\textbf{Question.} In a plane-wave code the electron--ion energy is a sum over reciprocal-lattice vectors, and so is the force. I would like to see where these sums come from and what they give for something small, say H$_2$ in a cubic box with the potential $-\kappa\,\mathrm{erf}(r/r_c)/r$. Can I guess the answer beforehand, and how well?

\medskip
\textbf{Answer.} You can guess both numbers to within 20 to 30 per cent. The energy misses mainly because of the periodic cell, the force because of the density and the smoothing.

Throughout, $\kappa=e^2/4\pi\varepsilon_0=230.71$ aJ\,pm. The inputs are an approximate bond length $R=74$ pm, and three chosen values: $r_c=25$ pm, cell edge $L=600$ pm ($\Omega=L^3$), and a cloud width $b=60$ pm defined below.

\section*{1. Estimate by hand}

\emph{Energy.} Two electrons attract two protons, which makes four pairs. The obvious length is the bond, so take it as the typical electron--proton distance, with $\kappa\approx230$ aJ\,pm and $R\approx75$ pm:
\begin{equation}
E\approx-\frac{4\kappa}{R}\approx-12\ \text{aJ}.
\end{equation}
\emph{Force.} Hydrogen needs no nonlocal term here, so near equilibrium the pull of the electrons on one proton should balance the push of the other proton:
\begin{equation}
|F|\approx\frac{\kappa}{R^2}\approx41\ \text{nN, toward the bond centre.}
\end{equation}
The smoothing and the box are ignored, since $r_c<R\ll L$.

\section*{2. Careful calculation}

\emph{General result.} Let $n$ be the electron number density, $N_e$ electrons per cell, and $v_s(r)$ the potential energy of an electron near an ion of species $s$ and charge $Z_se$. The conventions are
\begin{equation}
n(\mathbf G)=\frac1\Omega\int_\Omega n\,e^{-i\mathbf G\cdot\mathbf r}d^3r,\qquad
v_s(G)=\frac1\Omega\int v_s(r)\,e^{-i\mathbf G\cdot\mathbf r}d^3r .
\end{equation}
An ion at $\boldsymbol\tau_I$, repeated in every cell, contributes $v_s(G)e^{-i\mathbf G\cdot\boldsymbol\tau_I}$ to the Fourier coefficient of $V_{\rm loc}$, and Parseval's relation gives $\int_\Omega nV_{\rm loc}\,d^3r=\Omega\sum_{\mathbf G}n^*(\mathbf G)V_{\rm loc}(\mathbf G)$. As $G\to0$, $\Omega v_s(G)\to-4\pi Z_s\kappa/G^2+\alpha_s$ with $\alpha_s=\int(v_s+Z_s\kappa/r)\,d^3r$. In a neutral cell the divergent part cancels against the divergent parts of the Hartree and ion--ion energies. The finite part stays and is counted here with the local energy:
\begin{equation}
E_{\rm loc}=\Omega\sum_{\mathbf G\neq0}\sum_I n^*(\mathbf G)\,v_s(G)\,e^{-i\mathbf G\cdot\boldsymbol\tau_I}+\frac{N_e}{\Omega}\sum_I\alpha_s ,
\label{E}
\end{equation}
where $s$ is the species of ion $I$. The last term does not depend on positions. Taking $-\partial/\partial\boldsymbol\tau_I$ at fixed $n$,
\begin{equation}
\mathbf F_I=\Omega\sum_{\mathbf G\neq0}i\mathbf G\,v_s(G)\,e^{-i\mathbf G\cdot\boldsymbol\tau_I}\,n^*(\mathbf G).
\label{F}
\end{equation}
The terms $\pm\mathbf G$ are complex conjugates, so the force is real. For a self-consistent density in plane waves the energy is stationary in the orbitals and the basis does not move with the ions, so Eq.~(\ref{F}) plus the Ewald force is the whole force for a purely local potential.

\emph{The potential.} The erf form is the potential of a Gaussian charge $\propto e^{-r^2/r_c^2}$, so for $Z=1$
\begin{equation}
v(G)=-\frac{4\pi\kappa}{\Omega G^2}e^{-G^2r_c^2/4},\qquad \alpha=\pi r_c^2\kappa .
\end{equation}

\emph{The density.} To keep everything explicit I use a model, not a self-consistent density. The protons sit at $z=\pm R/2$ along a cube axis. Both electrons occupy $\phi_++\phi_-$, with normalised $\phi_\pm\propto e^{-|\mathbf r\mp R\hat{\mathbf z}/2|^2/2b^2}$. The overlap is $S=e^{-R^2/4b^2}=0.6837$. The density is then three Gaussian clouds $\propto e^{-r^2/b^2}$: $q_a=1/(1+S)=0.5939$ electrons on each proton and $q_m=2S/(1+S)=0.8121$ at the midpoint. With centres $\mathbf c_j$,
\begin{equation}
n^*(\mathbf G)=\frac1\Omega e^{-G^2b^2/4}\sum_jq_j\,e^{i\mathbf G\cdot\mathbf c_j}.
\end{equation}

\emph{The sum.} The two Gaussians multiply to one of width $w=\sqrt{b^2+r_c^2}=65$ pm. The $\mathbf G\ne0$ energy is $-\kappa\sum_{I,j}q_j\psi(\boldsymbol\tau_I-\mathbf c_j)$, with
\begin{equation}
\psi(\mathbf d)=\frac{4\pi}{\Omega}\sum_{\mathbf G\neq0}\frac{e^{-G^2w^2/4}}{G^2}\cos(\mathbf G\cdot\mathbf d).
\end{equation}
This is the potential of a lattice of Gaussian unit charges in a uniform neutralising background, with zero cell average. For point charges it is $1/d-\xi/L+2\pi d^2/3\Omega+O(d^4/L^5)$. Here $\xi=2.8373$ is the simple-cubic Madelung number, the quadratic term follows from $\nabla^2\psi=4\pi/\Omega$, and cubic symmetry forbids a quadrupolar term. Convolution with the Gaussian turns $1/d$ into $u(d)=\mathrm{erf}(d/w)/d$ and adds $3w^2/2$ to $d^2$. For $d,w\ll L$,
\begin{equation}
\psi(\mathbf d)=u(d)-\frac{\xi}{L}+\frac{\pi w^2}{\Omega}+\frac{2\pi d^2}{3\Omega}+O\!\left(\frac{d^4}{L^5}\right).
\label{psi}
\end{equation}

\emph{Energy.} The values needed are $u(0)=2/(\sqrt\pi\,w)=17.360$, $u(R)=12.062$ and $u(R/2)=15.654$, in nm$^{-1}$. All entries below use unrounded intermediates.
\begin{center}
\begin{tabular}{lr}
term & aJ\\ \hline
$-2\kappa[q_au(0)+q_au(R)+q_mu(R/2)]$ & $-13.9290$\\
$+4\kappa\xi/L$ & $+4.3639$\\
$-4\kappa\pi w^2/\Omega$ & $-0.0567$\\
$-(4\pi\kappa/3\Omega)(q_a+q_m/4)R^2$ & $-0.0195$\\
higher orders in $d/L$ & $-0.0004$\\ \hline
full $\mathbf G\neq0$ sum & $-9.6417$\\
$4\alpha/\Omega$ & $+0.0084$\\ \hline
$E_{\rm loc}$ & $-9.6333$
\end{tabular}
\end{center}
The higher-order entry is the direct sum minus the four terms above it. The $\alpha$ term turns $\pi w^2$ into $\pi b^2$ in the third row, so the cell correction does not depend on $r_c$. That is required, because the smoothing is a short-range change.

\emph{Force.} For the proton at $+R/2$, Eq.~(\ref{F}) becomes
\begin{equation}
F_z=-\frac{4\pi\kappa}{\Omega}\sum_jq_j\sum_{\mathbf G\neq0}\frac{G_z\sin(G_zd_j)}{G^2}e^{-G^2w^2/4}=\kappa\sum_jq_j\,\psi'(d_j),
\end{equation}
with $d_j=0,\ R/2,\ R$ and the prime meaning $\partial/\partial d_z$. Now $u'(d)=-g(d/w)/d^2$, where $g(x)=\mathrm{erf}\,x-2xe^{-x^2}/\sqrt\pi$ is the fraction of a cloud of width $w$ inside radius $d$. The cloud on the proton itself gives nothing by symmetry. Using $q_a+q_m/2=1$,
\begin{equation}
F_z=-\frac{\kappa}{R^2}\left[q_a\,g\!\left(\frac Rw\right)+4q_m\,g\!\left(\frac R{2w}\right)\right]+\frac{4\pi\kappa R}{3\Omega}+\dots
\end{equation}
With $\kappa/R^2=42.13$ nN, $g(R/w)=0.541$ and $g(R/2w)=0.115$, the far cloud pulls with 13.54 nN and the bond cloud with 15.69 nN, together 29.23 nN. The background term is $+0.33$ nN and the higher orders add $+0.01$ nN, so
\begin{equation}
F_z=-28.89\ \text{nN}.
\end{equation}
These digits describe the model with the stated inputs, and serve to test the sums. They are not properties of H$_2$.

\section*{3. Why the two differ}

The estimate gave $-12$ aJ and 41 nN. The calculation is smaller in magnitude by 20 and 30 per cent. Changing one thing at a time:
\begin{center}
\begin{tabular}{lrr}
stage & $E$ (aJ) & $|F|$ (nN)\\ \hline
estimate with unrounded $\kappa$, $R$ & $-12.471$ & $42.13$\\
model density, bare Coulomb, no cell & $-14.804$ & $34.70$\\
with smoothing, $b\to w$ & $-13.929$ & $29.23$\\
with the cell & $-9.633$ & $28.89$
\end{tabular}
\end{center}

\emph{Energy.} Three changes of mixed sign add up. First, the energy averages $1/r$, which weights short distances. The effective distance is $4\kappa/|E|=62.3$ pm rather than $R$, worth $-2.333$ aJ. Second, smoothing raises the energy by 0.875 aJ. A quick check treats the removed core as a contact term: the density at a proton is $1.063\times10^{30}$ m$^{-3}$, and $2\alpha n=0.96$ aJ, a little high because the density curves downward around the proton on average. Third, the cell adds 4.296 aJ, the largest step, almost all of it $4\kappa\xi/L$. Dropping the divergent $\mathbf G=0$ term sets the cell average of the Coulomb potential to zero, and that shift decays only as $1/L$. It is bookkeeping: the Hartree and Ewald energies each carry $-2\kappa\xi/L=-2.182$ aJ, and the three pieces sum to $-(N_e-Z_{\rm tot})^2\kappa\xi/2L=0$, with $Z_{\rm tot}=2$ the total ionic charge number. So $E_{\rm loc}$ from a plane-wave code cannot be compared on its own with a molecular electron--nucleus energy. That the guess lands within 20 per cent owes something to the first step offsetting the other two.

\emph{Force.} A constant has no gradient, so the $1/L$ term drops out and the cell costs only 0.34 nN. Its main part, $4\pi\kappa R/3\Omega$, cancels against the same term in the Ewald force, which is $\kappa/R^2-4\pi\kappa R/3\Omega+\dots$

The balance argument is exact for the true density of bare protons at equilibrium. The model density delivers 7.43 nN less, 18 per cent low. Its atomic clouds are spherical and centred on the protons, whereas the real density near each proton is polarised toward the bond, and charge that close pulls efficiently. Atom-centred Gaussians also move with the nuclei, so for them the fixed-density force is not the derivative of the model energy.

Smoothing removes a further 5.47 nN, a larger fraction than it removes from the energy. The force depends on enclosed charge, and $g(x)\approx4x^3/(3\sqrt\pi)$ for small $x$. Widening 60 pm to 65 pm suggests a factor $(b/w)^3=0.79$ for the bond cloud, and the actual drop from $g=0.141$ to $0.115$ is a factor 0.81. The far cloud falls from 0.615 to 0.541. The same steepness means that the force is sensitive to the choice of $b$, so the split between the last two causes holds for these inputs only.

For real H$_2$, then, the model pull is too weak by tens of per cent: it leaves about 13 nN of the proton repulsion unbalanced. The isolated-molecule attraction energy is also too small in magnitude, by roughly ten per cent, since a Gaussian has no cusp and the erf core is shallow. A self-consistent density would relax in the smoothed potential and change both numbers, and practical hydrogen pseudopotentials add a short-range attractive term to the erf part to restore what the smoothing removes.